Fluoromethane can give up a proton from its carbon atom: CH₃F → CH₂F⁻ + H⁺. Five electronic-structure methods give five energies for this step. Do the energies alone tell which method produced which row?

Gas-phase deprotonation of fluoromethane (CH₃F) at 298.15 K and 1 bar, computed with PySCF 2.14.0 using HF, MP2, CCSD(T) or DFT electronic energies. All rows use structures and thermal terms from PBE0-D3(BJ)/ma-def2-SVP. Non-hydrogen atoms are numbered in SMILES order, so C1 is the carbon atom. Candidates: HF/jun-cc-pV(T+d)Z, MP2/jun-cc-pV(T+d)Z, wB97X-D3(BJ)/ma-def2-TZVP, M06-2X/ma-def2-TZVP, CCSD(T)/jun-cc-pV(T+d)Z.

```tsv
row	site deprotonation enthalpy (kJ/mol)	site gas phase acidity (kJ/mol)	site electronic part (kJ/mol)
A	1712.0	1677.1	1748.1
B	1721.8	1686.9	1757.9
C	1749.0	1714.1	1785.1
D	1714.3	1679.4	1750.4
E	1717.1	1682.2	1753.2
```

**Across row A**

The electronic part is the energy of the anion less that of the neutral molecule, with the nuclei at rest. The deprotonation enthalpy adds nuclear vibration and thermal motion, and the gas phase acidity is the free energy, so a larger value means a weaker acid. In row A the values fall from 1748.1 to 1712.0 and then to 1677.1 kJ/mol. The other rows descend by the same two steps, because all five share one set of structures and vibrations. Each row therefore offers a single independent clue, its electronic part.

The first step, −36.1 kJ/mol, is mostly zero-point energy. One C–H stretch disappears with the proton, and the two that remain soften from about 3000 to about 2400–2500 cm⁻¹. In the harmonic picture these stretches alone lower the energy by 24.6 kJ/mol. The bending modes and the C–F stretch supply the rest of the zero-point drop, and the thermal energy of the free proton takes back about 6 kJ/mol.

The second step, −34.9 kJ/mol, is entropy. A free proton at 1 bar gains 32.5 kJ/mol from its translation. The threefold symmetry of CH₃F is lost in the anion, which adds RT ln 3, or 2.7 kJ/mol, where R is the gas constant and T the temperature. With a small correction for the mass of the fragment, the sum comes within a few tenths of a kJ/mol of the computed step. The calculation itself contains these ideal-gas terms, so the agreement shows only that the remaining changes in rotation and vibration add up to little.

**Row C**

Row C stands apart. Its electronic part is 27.2 kJ/mol above the next highest, while the other four lie within 9.8 kJ/mol of one another. Among the candidates, one method also stands apart in kind: Hartree–Fock (HF) lets each electron feel only the average field of the others. The remaining four include electron correlation, either through a density functional or through an explicit treatment of the wavefunction.

A rough thermochemical cycle points to row C as the one in error. Break the C–H bond, take the electron from the hydrogen atom and attach it to the CH₂F radical. With rough recalled values this costs 4.4 + 13.6 − 0.2 = 17.8 eV, or about 1718 kJ/mol. An error of 0.1 eV in an input shifts the sum by about 10 kJ/mol, so the cycle is too coarse to rank the four close rows. The enthalpy in row C, 1749.0 kJ/mol, nevertheless lies well above it.

Why should HF err upwards? The departing proton carries no electrons, so CH₃F and CH₂F⁻ both have eighteen, in nine pairs. Correlation can change the reaction energy only if it stabilises these two species by different amounts. The pair that bound the hydrogen becomes a lone pair on carbon, held far more loosely: with the two density functionals, removing an electron from the anion at its own structure takes only about 0.9 to 1.0 eV.

A loosely held pair has low-lying excited configurations, and mixing with these is how electrons avoid one another. In perturbation theory each such configuration lowers the energy by a squared coupling divided by an excitation energy, so smaller excitation energies favour the anion. The couplings change too, which means that this argument makes the direction plausible without proving it. A method that omits the mixing should then place the anion too high and make deprotonation too costly. Row C is HF, and this assignment is sure.

The neighbouring reaction, in which the same bond breaks into two neutral radicals, runs the other way. There an electron pair is separated and its correlation is lost, so HF makes the bond too weak. In deprotonation the pair survives and moves to a looser place, and HF makes the step too expensive. The useful question for a related reaction is what becomes of the electron pair.

**Rows A, B, D and E**

The energies alone do not single out any of these four rows. The run settings, which the table above leaves out, add one hint: row A used a finer integration grid, a usual precaution for M06-2X, whose energy depends on the kinetic-energy density and is sensitive to the grid. HF, MP2 and CCSD(T) need no such grid for their energies. Row A is therefore probably M06-2X, but the evidence is a setting and not chemistry.

For MP2 and CCSD(T), theory suggests an order. MP2 takes correlation to second order and leaves out much of the way in which electron pairs influence one another. It often exaggerates the stabilisation of systems with low excitation energies, here the anion. MP2 should then give the lower deprotonation energy of the two, though this is a tendency and not a law.

The functional wB97X-D3(BJ) has no such predictable place. It could lie above both wavefunction methods, between them or below them, which leaves three ways to label rows B, D and E. Under all three, B is not MP2 and D is not CCSD(T), but no letter is settled. Placing the functional at the top, in row B, asks for the smallest difference between MP2 and CCSD(T), and that is a reason for a bet, not for a decision.

The rows with their labels:

```tsv
level	integration grid level	site or bond (first listed)	site deprotonation enthalpy (kJ/mol)	site gas phase acidity (kJ/mol)	site electronic part (kJ/mol)
M06-2X/ma-def2-TZVP	3	C1	1712.0	1677.1	1748.1
MP2/jun-cc-pV(T+d)Z	2	C1	1714.3	1679.4	1750.4
CCSD(T)/jun-cc-pV(T+d)Z	2	C1	1717.1	1682.2	1753.2
wB97X-D3(BJ)/ma-def2-TZVP	2	C1	1721.8	1686.9	1757.9
HF/jun-cc-pV(T+d)Z	2	C1	1749.0	1714.1	1785.1
```

**The labelled rows, from the top**

HF was rightly identified, the grid did point to M06-2X, and the bet on the last three rows comes out right. That success does not turn the bet into a derivation. The energies would also have been acceptable with wB97X-D3(BJ) between or below the two wavefunction methods.

M06-2X opens the table, 5.1 kJ/mol below CCSD(T) in the electronic part, and wB97X-D3(BJ) lies 4.7 kJ/mol above it. The functionals were run in a different basis set from the wavefunction methods, so each gap mixes the effect of the method with that of the basis. For the same reason, the 2.3 kJ/mol between M06-2X and MP2 does not establish a firm order. What the rows do support is that both functionals come close to CCSD(T) for this molecule. They lie on opposite sides of it with the basis sets used here, which need not hold in a common, larger basis.

MP2 and CCSD(T) can be compared more cleanly, since they share basis and structures with HF. From HF to CCSD(T) the electronic part falls by 31.9 kJ/mol, and this is the extra correlation energy of the anion relative to the neutral molecule. MP2 makes it 34.7 kJ/mol, about 9 % more than CCSD(T). The overshoot has the expected direction, and it is small beside the error of leaving correlation out. CCSD(T) serves here as the reference; in a finite basis it is still not the exact answer.

HF closes the table. Its error relative to CCSD(T) is less than 2 % of the total electronic part, which sounds harmless. Equilibrium constants, however, respond to absolute energies: at 298 K every 5.7 kJ/mol costs a factor of ten. HF therefore makes the equilibrium constant for deprotonation too small by between five and six powers of ten relative to CCSD(T), whereas the other methods stay within one.

CH₃F serves in chip making as a plasma etch gas, for instance for silicon nitride. The release of a bare proton is not a realistic path there, but its energy enters whenever an anion takes a proton from the molecule. The energy of such a transfer is the difference between two deprotonation energies. An HF value would mislead unless the error for the partner happened to cancel it.

The printed output after this text gives the gaps to CCSD(T) and the separate terms of the cycle, zero-point and entropy estimates.

Printed output of the fit:

```
Gaps to coupled cluster:
                        row  electronic part above CCSD(T) in kJ/mol  powers of ten by which the equilibrium constant is smaller
        M06-2X/ma-def2-TZVP                                     -5.1                                                     -0.8935
        MP2/jun-cc-pV(T+d)Z                                     -2.8                                                     -0.4905
    CCSD(T)/jun-cc-pV(T+d)Z                                        0                                                           0
  wB97X-D3(BJ)/ma-def2-TZVP                                      4.7                                                      0.8234
         HF/jun-cc-pV(T+d)Z                                     31.9                                                       5.589
HF above the next highest row in kJ/mol: 27.2
Spread of the four other rows in kJ/mol: 9.8
Lowering by correlation at CCSD(T) in kJ/mol: 31.9
Lowering by correlation at MP2 in kJ/mol: 34.7
MP2 lowering as percentage of the CCSD(T) lowering: 108.8
CCSD(T) lowering as percentage of the HF electronic part: 1.787
MP2 above M06-2X in kJ/mol: 2.3
Energy per power of ten in the equilibrium constant in kJ/mol: 5.708
Enthalpy from the bond and ionisation cycle in kJ/mol (rough): 1718
Enthalpy less electronic part (mean) in kJ/mol: -36.1
Thermal enthalpy of the free proton 5/2 RT in kJ/mol: 6.197
Remainder (mostly zero-point energy) in kJ/mol: -42.3
Zero-point change of the C-H stretches alone in kJ/mol: -24.6
Free energy less enthalpy (mean) in kJ/mol: -34.9
Proton translation term -TS in kJ/mol: -32.48
Symmetry number term -RT ln 3 in kJ/mol: -2.723
Mass term of the heavy fragment in kJ/mol: 0.1109
Sum of the three entropy terms in kJ/mol: -35.09
Sum less computed value in kJ/mol: -0.1948
```
